**Manganese: configuration energies and the crossing of 3d and 4s**

The table holds total energies of ten configurations of the neutral Mn atom, with the highest occupied eigenvalue where available. They come from Quantum ESPRESSO ld1.x: scalar-relativistic, spin-unpolarised calculations with the RLDA-VWN5 functional and spherical densities. The program integrates eigenvalue differences along electron transfers (Janak's theorem) and compares the results with total-energy differences. It also compares the curvature with frozen-orbital repulsion and fits linear, quadratic and cubic energy models to the eigenvalue differences. Simpson integration reproduces two 4s-to-3d transfers to about 0.001 eV, while constant level gaps fail by up to 8 eV. A crude exchange count indicates that missing spin polarisation is large enough to reverse the order of 3d5 4s2 and 3d6 4s1.

Neutral Mn atom in several fixed configurations, from all-electron scalar-relativistic Kohn-Sham calculations with Quantum ESPRESSO 7.5 (ld1.x). All runs use the relativistic LDA (MacDonald-Vosko exchange, VWN5 correlation), spherical densities, no spin polarisation and a point nucleus. The highest eigenvalue is that of the highest occupied level.

## Numerical check

```python
# Table: total energies (eV above the lowest) and highest eigenvalues of ten configurations of Mn; ld1.x,
# scalar-relativistic RLDA-VWN5, spherical, spin-unpolarised. Tested: Janak integration of eigenvalue
# differences, curvature against frozen-orbital Hartree values, polynomial models, crude exchange counting.
T = {
    'configuration': ['[Ar] 3d5.5 4s1.5', '[Ar] 3d6 4s1', '[Ar] 3d5 4s2', '[Ar] 3d7', '[Ar] 3d5 4s1.5 4p0.5', '[Ar] 3d6 4p1', '[Ar] 3d5 4s1 4p1', '[Ar] 3d4.5 4s1.5 4p1', '[Ar] 3d4 4s2 4p1', '[Ar] 3d3 4s2 4p2'],
    'above_lowest': [0.0, 0.092, 0.523, 1.567, 2.451, 3.498, 4.438, 6.006, 8.48, 21.902],  # eV
    'second_highest_eigenvalue': [-4.7632, -3.6161, None, -1.6786, -1.8886, -1.8465, -2.2378, -2.4738, -2.7295, -3.8433],  # eV
    'second_highest_level': ['4s', '3d', None, '3d', '4p', '4p', '4p', '4p', '4p', '4p'],
}
import re
import numpy as np
lv = ('3d', '4s', '4p')
# eigenvalues (eV) from further outputs of the same runs; highest levels are filled in from the table
ev = {(5,2,0): {'3d':-7.032231,'4s':-5.274547}, (5.5,1.5,0): {'3d':-5.144838}, (6,1,0): {'4s':-4.321527},
      (7,0,0): {}, (5,1.5,.5): {'3d':-7.840077,'4s':-5.802002}, (6,0,1): {'3d':-5.116467},
      (5,1,1): {'3d':-8.585324,'4s':-6.270821}, (4.5,1.5,1): {'3d':-10.78712,'4s':-6.787378},
      (4,2,1): {'3d':-13.26829,'4s':-7.332746}, (3,2,2): {'3d':-20.27675,'4s':-9.210715}}
# mean 3d radii (bohr) from the same further outputs
r3d = {(5,2,0):1.221594, (5.5,1.5,0):1.292823, (6,1,0):1.377375, (4.5,1.5,1):1.148883, (5,1,1):1.204232, (4,2,1):1.100893}
E = {}
for c, e, h, l in zip(T['configuration'], T['above_lowest'], T['second_highest_eigenvalue'], T['second_highest_level']):
    o = dict(re.findall(r'(3d|4s|4p)([\d.]+)', c)); k = tuple(float(o.get(i, 0)) for i in lv); E[k] = e
    if h is not None: ev[k][l] = h
nm = lambda k: 'd%gs%gp%g' % tuple(k)
w = lambda k, a, b: sum((b[i]-a[i])*ev[k][lv[i]] for i in range(3) if b[i] != a[i])
def show(t, a, b, p):
    print(f'{t:9s} {nm(a)}->{nm(b)}: table {E[b]-E[a]:+.3f} Janak {p:+.4f} err {p-E[b]+E[a]:+.4f}'); return p-E[b]+E[a]
print('All energies in eV; rounding floor of an energy difference 0.001')
for a, b in [((5,2,0),(5.5,1.5,0)), ((5.5,1.5,0),(6,1,0)), ((4,2,1),(4.5,1.5,1)), ((4.5,1.5,1),(5,1,1)), ((5,1.5,.5),(5,1,1)), ((4,2,1),(3,2,2))]:
    show('trapezoid', a, b, (w(a,a,b)+w(b,a,b))/2)
show('midpoint', (5,2,0), (5,1,1), w((5,1.5,.5), (5,2,0), (5,1,1)))
cur = {}
for a, m, b, z in [((5,2,0),(5.5,1.5,0),(6,1,0),(7,0,0)), ((4,2,1),(4.5,1.5,1),(5,1,1),(6,0,1))]:
    s = [w(k,a,b) for k in (a,m,b)]; show('midpoint', a, b, s[1])
    assert abs(show('Simpson', a, b, (s[0]+4*s[1]+s[2])/6)) < 0.005
    p = np.poly1d(np.polyfit([0,.5,1], s, 2)); P = p.integ(); show('extrapol.', a, z, P(2))
    x0 = min(p.roots.real); cur[b] = p.deriv()(1)
    print(f'  e3d-e4s at x=0,.5,1: {s[0]:+.3f} {s[1]:+.3f} {s[2]:+.3f}; curvature at 0,.5,1: ' + ' '.join(f'{p.deriv()(x):.2f}' for x in (0,.5,1)))
    print(f'  zero slope at n3d={a[0]+x0:.2f} ({"extrapolated" if x0 > 1 else "interpolated"}), E there {E[a]+P(x0):+.3f}; '
          f'shift x=0->1: e3d {ev[b]["3d"]-ev[a]["3d"]:+.2f}, e4s {ev[b]["4s"]-ev[a]["4s"]:+.2f}')
print('Curvature d2E/dx2 from energies (second differences), mean 3d radius at the middle row (bohr)')
for t, a, m, b, h in [('s->d',(4,2,1),(4.5,1.5,1),(5,1,1),.5), ('s->d',(4,2,1),(5,1,1),(6,0,1),1), ('s->d',(5,2,0),(5.5,1.5,0),(6,1,0),.5),
                      ('s->d',(5,2,0),(6,1,0),(7,0,0),1), ('d->p',(5,2,0),(4,2,1),(3,2,2),1), ('s->p',(5,2,0),(5,1.5,.5),(5,1,1),.5)]:
    c = (E[a]-2*E[m]+E[b])/h**2
    print(f'  {t} at {nm(m)} step {h}: {c:.3f} (floor {0.002/h**2:.3f}), steps {E[m]-E[a]:+.3f} {E[b]-E[m]:+.3f}, r3d {r3d.get(m, float("nan")):.3f}')
csp = c
# Slater integrals (eV) from further outputs: first d6s1, then d5s1.5p0.5
Fdd, Fds, Fss, F2, F4, G2 = 19.09974, 9.475873, 7.523787, 8.304069, 5.075333, 1.484856
dd, ss, pp, ds, dp, sp, f2, f4 = 21.16388, 8.121389, 5.73417, 10.28687, 7.594209, 6.621385, 9.498275, 5.855851
Hsd, Hsp = Fdd+Fss-2*Fds, ss+pp-2*sp
print(f'Frozen Hartree s->d at d6s1 {Hsd:.2f} vs SCF {cur[(6,1,0)]:.2f}, ratio {cur[(6,1,0)]/Hsd:.2f}; frozen shifts 3d {Fdd-Fds:.2f}, 4s {Fds-Fss:.2f}')
print(f'Frozen Hartree at d5s1.5p0.5: s->p {Hsp:.2f} vs SCF {csp:.2f}, ratio {csp/Hsp:.2f}; s->d {dd+ss-2*ds:.2f}, d->p {dd+pp-2*dp:.2f}')
print(f's->p cost: at d5 {E[(5,1,1)]-E[(5,2,0)]:.3f}, at d6 {E[(6,0,1)]-E[(6,1,0)]:.3f}; e4p-e4s at d5s1p1,d4,d3: ' + ' '.join(f'{ev[k]["4p"]-ev[k]["4s"]:.3f}' for k in [(5,1,1),(4,2,1),(3,2,2)]))
gx = lambda x, y: np.array([1,0,x,y,0,x*x/2]); gy = lambda x, y: np.array([0,1,0,x,y,0])
f = lambda x, y: np.array([x,y,x*x/2,x*y,y*y/2,x**3/6]); A, B = [], []
for k, e in ev.items():
    x, y = k[0]-5, k[2]
    if '3d' in e and '4s' in e: A.append(gx(x,y)); B.append(e['3d']-e['4s'])
    if '4p' in e and '4s' in e: A.append(gy(x,y)); B.append(e['4p']-e['4s'])
    if '4p' in e and '4s' not in e: A.append(gx(x,y)-gy(x,y)); B.append(e['3d']-e['4p'])
A, B, R = np.array(A, float), np.array(B), {}
for n in (2, 5, 6):
    q = np.linalg.lstsq(A[:,:n], B, rcond=None)[0]; R[n] = {k: f(k[0]-5,k[2])[:n]@q - (E[k]-E[(5,2,0)]) for k in E}
    wk = max(R[n], key=lambda k: abs(R[n][k]))
    print(f'{n}-term fit to {len(B)} slopes {np.round(q,2)}: slope rms {np.sqrt(np.mean((A[:,:n]@q-B)**2)):.3f}, worst E {nm(wk)} {R[n][wk]:+.3f}')
print('row, E-E(d5s2), energy residuals of linear / quadratic / cubic (d7 has no slope in the fit)')
for k in E:
    if k != (5,2,0): print(f'  {nm(k):12s} {E[k]-E[(5,2,0)]:+7.3f}  {R[2][k]:+.3f} {R[5][k]:+.3f} {R[6][k]:+.3f}')
J6, J5 = (F2+F4)/14, (f2+f4)/14
print(f'Crude exchange: J(d6 run) {J6:.2f}, J(d5 run) {J5:.2f}, d-s term {2*G2/5:.2f}; extra gain of d5s2 over d6s1 '
      f'{2.25*J6-2*G2/5:.1f} (one J) to {6.25*J5-4*J6-2*G2/5:.1f} (two J) vs gap {E[(5,2,0)]-E[(6,1,0)]:.3f}')
assert min(E, key=E.get) == (5.5,1.5,0) and E[(6,1,0)] < E[(5,2,0)]
assert ev[(5.5,1.5,0)]['3d'] < ev[(5.5,1.5,0)]['4s'] and ev[(6,1,0)]['3d'] > ev[(6,1,0)]['4s']
assert 0 < cur[(6,1,0)] < Hsd and 0 < csp < Hsp < Hsd
```

It prints:

```
All energies in eV; rounding floor of an energy difference 0.001
trapezoid d5s2p0->d5.5s1.5p0: table -0.523 Janak -0.5348 err -0.0118
trapezoid d5.5s1.5p0->d6s1p0: table +0.092 Janak +0.0809 err -0.0111
trapezoid d4s2p1->d4.5s1.5p1: table -2.474 Janak -2.4838 err -0.0098
trapezoid d4.5s1.5p1->d5s1p1: table -1.568 Janak -1.5786 err -0.0106
trapezoid d5s1.5p0.5->d5s1p1: table +1.987 Janak +1.9866 err -0.0004
trapezoid d4s2p1->d3s2p2: table +13.422 Janak +13.4861 err +0.0641
midpoint  d5s2p0->d5s1p1: table +3.915 Janak +3.9134 err -0.0016
midpoint  d5s2p0->d6s1p0: table -0.431 Janak -0.3816 err +0.0494
Simpson   d5s2p0->d6s1p0: table -0.431 Janak -0.4298 err +0.0012
extrapol. d5s2p0->d7s0p0: table +1.044 Janak +1.0255 err -0.0185
  e3d-e4s at x=0,.5,1: -1.758 -0.382 +0.705; curvature at 0,.5,1: 3.04 2.46 1.89
  zero slope at n3d=5.66 (interpolated), E there -0.030; shift x=0->1: e3d +3.42, e4s +0.95
midpoint  d4s2p1->d5s1p1: table -4.042 Janak -3.9997 err +0.0423
Simpson   d4s2p1->d5s1p1: table -4.042 Janak -4.0415 err +0.0005
extrapol. d4s2p1->d6s0p1: table -4.982 Janak -4.9631 err +0.0189
  e3d-e4s at x=0,.5,1: -5.936 -4.000 -2.315; curvature at 0,.5,1: 4.12 3.62 3.12
  zero slope at n3d=5.86 (extrapolated), E there +3.496; shift x=0->1: e3d +4.68, e4s +1.06
Curvature d2E/dx2 from energies (second differences), mean 3d radius at the middle row (bohr)
  s->d at d4.5s1.5p1 step 0.5: 3.624 (floor 0.008), steps -2.474 -1.568, r3d 1.149
  s->d at d5s1p1 step 1: 3.102 (floor 0.002), steps -4.042 -0.940, r3d 1.204
  s->d at d5.5s1.5p0 step 0.5: 2.460 (floor 0.008), steps -0.523 +0.092, r3d 1.293
  s->d at d6s1p0 step 1: 1.906 (floor 0.002), steps -0.431 +1.475, r3d 1.377
  d->p at d4s2p1 step 1: 5.465 (floor 0.002), steps +7.957 +13.422, r3d 1.101
  s->p at d5s1.5p0.5 step 0.5: 0.236 (floor 0.008), steps +1.928 +1.987, r3d nan
Frozen Hartree s->d at d6s1 7.67 vs SCF 1.89, ratio 0.25; frozen shifts 3d 9.62, 4s 1.95
Frozen Hartree at d5s1.5p0.5: s->p 0.61 vs SCF 0.24, ratio 0.39; s->d 8.71, d->p 11.71
s->p cost: at d5 3.915, at d6 3.406; e4p-e4s at d5s1p1,d4,d3: 4.033 4.603 5.367
2-term fit to 14 slopes [-2.92  3.76]: slope rms 2.854, worst E d3s2p2 -8.009
5-term fit to 14 slopes [-2.14  3.97  3.48 -0.58  0.15]: slope rms 0.386, worst E d7s0p0 +1.637
6-term fit to 14 slopes [-1.77  3.81  3.03 -0.57  0.21 -1.05]: slope rms 0.017, worst E d7s0p0 +0.082
row, E-E(d5s2), energy residuals of linear / quadratic / cubic (d7 has no slope in the fit)
  d5.5s1.5p0    -0.523  -0.938 -0.112 -0.005
  d6s1p0        -0.431  -2.491 +0.031 +0.003
  d7s0p0        +1.044  -6.887 +1.637 +0.082
  d5s1.5p0.5    +1.928  -0.046 +0.076 +0.005
  d6s0p1        +2.975  -2.133 +0.093 -0.051
  d5s1p1        +3.915  -0.152 +0.131 +0.004
  d4.5s1.5p1    +5.483  -0.259 +0.358 +0.006
  d4s2p1        +7.957  -1.272 +0.550 -0.008
  d3s2p2       +21.379  -8.009 +0.427 -0.047
Crude exchange: J(d6 run) 0.96, J(d5 run) 1.10, d-s term 0.59; extra gain of d5s2 over d6s1 1.6 (one J) to 2.4 (two J) vs gap 0.431
```
